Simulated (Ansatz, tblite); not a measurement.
Redistribution: C2H8GaN + C2H7N → GaH(CH3)(NH2) + C3H9N

Gas-phase species: C2H8GaN `C[CH2][GaH][NH2]`, singlet; C2H7N `CNC`, singlet; GaH(CH3)(NH2), singlet; C3H9N (ethylmethylamine) `CCNC`, singlet. The partners trade CH3 for H; both sit on C, so the bond types are kept.

Shapes, held fixed at every level: PBE0-D4/def2-TZVP. Flexible molecules stand in one conformer, not always the lowest. Programs: Ansatz 0.2.0, tblite 0.8.0. The zero-point and thermal change to 298 K, harmonic and unscaled (PBE0-D4/def2-TZVP), is -1.5 kJ/mol.

```csv
level,kind,ΔH(298 K) (kJ/mol),less CCSD(T)/def2-TZVPP
GFN1-xTB,semi-empirical,-25.2,-2.1
HF/def2-TZVPP,Hartree–Fock,-25.7,-2.6
PBE-D4/def2-TZVPP,GGA,-21.0,+2.1
r2SCAN-D4/def2-TZVPP,meta-GGA,-23.7,-0.6
PBE0-D4/def2-TZVPP,global hybrid,-22.2,+0.9
CCSD/def2-SVP,coupled cluster or CI,-23.3,-0.2
CCSD/def2-TZVPP,coupled cluster or CI,-23.3,-0.2
CCSD(T)/def2-TZVPP,coupled cluster or CI,-23.1,0.0
```

The highest level, CCSD(T)/def2-TZVPP, gives ΔH(298 K) = -23.1 kJ/mol; the levels span -25.7 to -21.0. The column of differences is taken from that level and isn't an error. No measured value is set beside it here. Relativity is left out for Ga. Outer-core shells of Ga are correlated, in sets that cover them unevenly.

The exchange is exothermic at every level, -23.1 kJ/mol at the highest, so ethyl in place of methyl is favoured more on nitrogen than on gallium. Because the bond types are kept, this is a substituent effect and not a measure of Ga–C against N–C bond strength. The likely cause is the opposite polarity of the two α-carbons. Electronegative nitrogen draws density from its carbon, which an added methyl group can relieve by polarisation and hyperconjugation, whereas electropositive gallium leaves its carbon carbanion-like, where the same methyl group helps less or even destabilises.

Hartree–Fock already gives the sign and slightly overshoots the size of the effect, by 2.6 kJ/mol, which suggests that it arises mainly from charge distribution and orbital delocalisation, with differential correlation a small correction. The perturbative triples also change little, as expected for closed-shell molecules with matched bonds. The result describes separated monomers; in condensed phases, amide bridging between gallium centres or amine coordination to gallium could shift the balance.
